Student: I have read that heterogeneous elasticity explains the boson peak and that densified silica tests it. My objection is that once frequency is divided by the Debye frequency, a theory with one velocity and one cutoff has nothing left to say. Every glass would give the same curve.

Lecturer: One number survives the scaling, the distance from an instability. Take the scalar form of Schirmacher's theory of 2006: harmonic waves in a medium whose elastic modulus fluctuates in space. The averaged Green function is

G(k,ω) = 1/[−ω² + k²(v0² − Σ(ω))]

and the self-consistent Born approximation closes it with

Σ(ω) = γ⟨k²G(k,ω)⟩, where ⟨f⟩ = (3/k_D³)∫₀^k_D k² f dk.

Here v0 is the bare velocity, k_D = (6π²n)^(1/3) with n the atomic number density, and γ, in units of v0⁴, is proportional to the variance of the modulus. I write Σ = Σ′ + iΣ″ with Σ″ > 0, Q = v0² − Σ = Q′ − iΣ″, and set v0 = k_D = 1. The density of states, normalised to one, is g(ω) = (2ω/π) Im⟨G⟩.

Student: And the instability?

Lecturer: At ω = 0, k²G = 1/Q, so Q0(1 − Q0) = γ. With ε = 1 − 4γ the root that tends to 1 for weak disorder is Q0 = (1 + √ε)/2. It is real only up to γ_c = 1/4. Beyond that Σ(0) is complex, which signals modes with ω² < 0. The squared sound velocity at γ_c is v0²/2, not zero. The long-wave velocity is v = √Q0, the Debye frequency is ω_D = v k_D, and g_D = 3ω²/ω_D³. I use x = ω/ω_D and A = g/g_D. Both the position and the height of the maximum of A(x) depend on ε alone.

Student: Do we have to do the k integral numerically?

Lecturer: No. Since k²G = (1 + ω²G)/Q, the closure becomes Q(1 − Q) = γ(1 + h) with h = ω²⟨G⟩. With s = ω/√Q, which has Im s > 0,

h(s) = 3s²[1 + iπs/2 − s artanh s],
2Q = 1 + √(ε − (1 − ε)h), on the branch with Im Q < 0,
A = (2/(3π)) Im h/x³.

For the damping, compare the denominator with the damped oscillator form −ω² + Ω² − iωΓ at k² = ω²/Q′. That gives Γ = ωΣ″/Q′, the full width in angular frequency. The ratio Γ/ω is the loss tangent, and it is the same in THz or meV.

Student: Show me the fourth power.

Lecturer: Take the imaginary part of Σ(1 − Σ) = γ(1 + h). It gives the exact relation Σ″(1 − 2Σ′) = πγωg/2. At low frequency 1 − 2Σ′ = √ε and g = g_D, so Σ″ = 3πγx³/(2√ε). Divide by Q0 and use γ/Q0 = 1 − Q0:

Γ/ω = B x³, B = (3π/4)(1/√ε − 1).

That is Rayleigh scattering, Γ ∝ ω⁴, with a coefficient that diverges at the instability. Now look at the square root for small ε and small x, where h ≈ 3x². The argument ε − 3x² changes sign at x0 = √(ε/3). Above x0 the root is mainly imaginary, Q′ is near 1/2, and Γ/ω ≈ √(3x² − ε), which tends to √3 x. So Γ ≈ √3 ω²/ω_D: the fourth power crosses to the second near x0, with no anharmonicity involved.

Student: Real silica has thermal damping. Does that not bury the ω⁴ law?

Lecturer: At low frequency it does. For the ambient parameters I give below, the model's loss tangent at 0.1 THz is 1.9 × 10⁻⁵. Take as a typical input a room-temperature thermal loss tangent of 10⁻³ to 10⁻² at that frequency, and the neglected term is the larger by roughly two orders of magnitude or more. The ω⁴ regime is exposed only in the range just below x0, or in a cold sample.

Student: Next, the claim that the excess g − g_D is proportional to Γ. The exact relation you wrote has g itself, not the excess.

Lecturer: Both hold. Expand ⟨G⟩ = (3/Q)[1 + iπs/2 − …] to first order in Σ″. The first term gives Im(3/Q) ≈ 3Σ″/Q′², and the second gives a Debye term with the running velocity √Q′(ω):

g ≈ 3ω²/Q′^(3/2) + (6/π)Γ/Q′.

So the excess over a Debye law with the running velocity is (6/π)Γ/ω_D² when Q′ is near Q0. That is the scalar form of the proportionality of Schirmacher, Ruocco and Scopigno of 2007. But in practice one subtracts g_D built from the long-wave velocity, and the velocity disperses. At low frequency δΣ′ = 3γx²/√ε, which raises the Debye term by the fraction (3/2)δΣ′/Q0. That also goes as ω⁴ in g, and expressed through Γ it is (9/π)Γ/ω_D².

Student: So the term I would have dropped is bigger than the one I kept.

Lecturer: By 3 to 2: 2.86 against 1.91. Define f by g − g_D = fΓ/ω_D², that is f = 3(A − 1)x/(Γ/ω). Well below x0, f = 15/π = 4.77. Above x0 the dispersion term shrinks relative to the damping term, and for small ε f comes close to 6/π. The proportionality holds within each regime, with a coefficient that falls by more than a factor of two across the onset.

Student: Fine. Now silica.

Lecturer: I take three states: ambient glass and glasses permanently densified by 10 and 20 per cent. The densities and the longitudinal and transverse velocities are approximate typical inputs, and those of the middle state are little more than an interpolation. The molar mass is 60.08 g/mol with three atoms per unit. The scalar velocity is the Debye average, 3/v³ = 1/v_L³ + 2/v_T³, and ν_D = v k_D/(2π).

state      ρ (g/cm³)  v_L (km/s)  v_T (km/s)  k_D (Å⁻¹)  v (km/s)  ν_D (THz)
ambient    2.20       5.96        3.76        1.58       4.14      10.4
+10 %      2.42       6.4         3.9         1.63       4.31      11.2
+20 %      2.64       7.0         4.1         1.68       4.55      12.1

In the ambient row the transverse branches carry a fraction 0.89 of the Debye level, which is the excuse for a scalar model. It is only an excuse: the vector theory has two velocities, both renormalised through the fluctuating shear modulus, and different numerical coefficients.

Student: Where does ε come from? You cannot read it off a velocity.

Lecturer: You cannot. Brillouin velocities fix v, not v0, so they say nothing about ε. I chose ε = 0.01 and ε = 0.04 so that the peak falls near 1 THz and 1.8 THz, typical positions for ambient and strongly densified silica, and I assumed the geometric mean 0.02 for the middle state. The peak frequencies are therefore inputs in disguise and prove nothing. The other columns are what the model adds. They come from solving the closure with the full h(s), locating the maximum of A at x_BP, and locating the Ioffe–Regel point x_IR where Γ = ω/π.

state      ε     γ       Q0     B     x0     x_BP   A_BP   Γ/ω at BP  x_IR   x_IR/x_BP
ambient    0.01  0.2475  0.55   21.2  0.058  0.099  1.970  0.14       0.245  2.5
+10 %      0.02  0.245   0.571  14.3  0.082  0.122  1.911  0.15       0.255  2.1
+20 %      0.04  0.24    0.60   9.4   0.115  0.152  1.825  0.17       0.276  1.8

Multiplying x_BP by ν_D gives the model's peaks at 1.0, 1.4 and 1.8 THz. From the unrounded solutions f at the peak is 2.1, 2.2 and 2.3, close to 1.91 and far from 4.77, because the peak lies above x0 in every row.

Student: Here is my first objection again. What if densification leaves ε alone?

Lecturer: Then you are right, and exactly so. With ε = 0.01 in all three rows, A(x) is one master curve, x_BP = 0.099 throughout, and the peak moves only with ν_D: 1.0, 1.1 and 1.2 THz. This is Debye scaling, and in the theory it means that the disorder relative to v0⁴ is unchanged. A peak that moves from about 1 to about 1.8 THz needs more. Of that shift a factor 1.2 comes from ν_D and a factor 1.5 from x_BP, and the theory has only ε to supply the second. Read that way, a peak that hardens faster than ν_D says that the densified glass is farther from the instability.

Student: But γ only goes from 0.2475 to 0.24. That is hardly a change.

Lecturer: It is 3 per cent in γ and a factor 4 in ε. Everything sensitive enters through the square root of ε − (1 − ε)h, so the distance to γ_c counts and not γ itself. The same sensitivity is a weakness: the glass must sit within a few per cent of γ_c, and this theory does not say why it should.

Student: If the onset is √(ε/3), a factor 4 in ε should double the peak frequency. Your table shows 1.5.

Lecturer: The peak is not the onset. Expand the closure for √ε ≪ x ≪ 1. At γ_c itself 2Q = 1 − i√3 s + …, and s = x/√(2Q), so s² = x²(1 + i√3 x + …). Then Im h = (3√3 + 3π/2)x³ at leading order and A(0) = 1 + 2√3/π = 2.10. The order x⁴ of h is real. The order x⁵ lowers A, and a small ε adds iε/(2√3 x) to 2Q, which also lowers it:

A ≈ (1 + √ε)^(3/2) [1 + 2√3/π − aε/x² − c x²],
a = 1/(√3π) = 0.184,
c = 83√3/(4π) + 105/8 + 5√3π/16 = 26.3.

The prefactor is (2Q0)^(3/2) and appears because g_D is defined with Q0, not with 1/2; inside the bracket, corrections of relative order √ε to the last two terms are dropped. The term in a is the tail of the onset, rising toward the plateau. The term in c is the fall of the plateau as the velocity stiffens and the lines broaden. They balance at x_BP = (a/c)^(1/4) ε^(1/4) = 0.289 ε^(1/4).

Student: A quarter power. So the peak does soften to zero at γ_c, but slowly.

Lecturer: Yes, while x0 goes as the half power. The formula gives 0.091 for ε = 0.01 and 0.129 for ε = 0.04, below the full 0.099 and 0.152, because x_BP is not yet well above x0 and the onset pushes the maximum up. The factor 1.5 lies between the 1.41 of the quarter power and the 2 of the half power, as that picture requires.

Student: And the height barely moves.

Lecturer: At the maximum the two negative terms are equal and sum to −2√(ac)√ε, while the prefactor adds (3/2)(1 + 2√3/π)√ε. They largely cancel: A_BP ≈ 2.10 − 1.24√ε, which gives 1.98 and 1.85 for the outer rows, against 1.970 and 1.825 from the full solution. In absolute terms g/ν² at the peak is 3A_BP/ν_D³. From the first row to the third the Debye level changes by a factor 0.63 and A_BP by 0.93, together about 0.6. In this model the loss of peak height under densification is mostly the drop of the Debye level.

Student: Now the part I distrust most. I was told the peak sits at the Ioffe–Regel frequency. Your loss tangent at the peak is about 0.15, and 1/π is 0.318.

Lecturer: You are reading the table correctly. "Near" here means within a factor of about two, and the two frequencies obey different laws. The Ioffe–Regel condition asks for a fixed loss, 1/π, and above the onset the loss √(3x² − ε) forgets ε once 3x² exceeds it. At γ_c the leading form gives x_IR = 1/(√3π) = 0.184. That estimate is too low, because at such x the higher terms of h reduce its real part and raise Q′; the full solution at ε = 0 gives 0.242. The point is that x_IR stays finite at γ_c while x_BP goes to zero as ε^(1/4). So the ratio grows without bound toward the instability and falls away from it: 2.5, 2.1, 1.8.

Student: Then the link between the two is an accident?

Lecturer: Not an accident, but looser than an identity. Both follow from the same rise of Σ″ above x0: the excess states are the spectral weight that damped short waves spill to low frequency, and the same Σ″ eventually makes the mean free path comparable to the wavelength. What marks the peak is the crossover from ω⁴ to ω² damping, which the peak follows at a higher frequency, and the Ioffe–Regel point comes later still.

Student: What would the model have me look for in the densified glasses, apart from the peak it was tuned to?

Lecturer: The Rayleigh coefficient. B falls from 21.2 to 9.4, close to the 1/√ε of its leading term, so at equal x below the onset the densest state damps sound less than half as strongly. Above the onset the three states draw together toward the form Γ ≈ √3 ω²/ω_D, which is why x_IR changes only from 0.245 to 0.276. Strong change below the onset and weak change above it is the signature of a shift in ε, and it does not occur under Debye scaling.

Student: One more push. Would you hand these numbers to someone working on silica?

Lecturer: As the model's numbers, with a warning. As typical knowledge, ambient silica peaks at some four to five times its Debye level and reaches the Ioffe–Regel condition at roughly one to one and a half times the peak frequency; the model's 1.970 is low by a factor of two or a little more, and its ratio 2.5 is high by about a factor of two. The height cannot be repaired with ε, since 2.10 is its limit at γ_c. The cause is structural: I let the modulus fluctuations scatter up to the same cutoff k_D that counts the modes. If the average in Σ stops at a smaller k_ξ, set by the correlation length of the fluctuations, then at γ_c Σ″/ω grows as 1/k_ξ while the mode count keeps k_D, and the limiting height becomes 1 + (2√3/π)k_D/k_ξ, which is 4.3 for k_D/k_ξ = 3.

Student: Which brings in a second number.

Lecturer: It does, and it changes how the comparison reads. The self-energy then depends on ω/(v k_ξ), so x0 and x_IR both shrink by k_ξ/k_D at fixed ε. Debye scaling requires that both ε and k_ξ/k_D be preserved by densification, and a peak that outruns ν_D could come from a larger ε, a shorter correlation length, or both. The two leave different traces: ε moves the onset strongly and the Ioffe–Regel point and the height weakly, whereas k_ξ moves the onset and the Ioffe–Regel point in the same proportion and changes the limiting excess A − 1 as 1/k_ξ.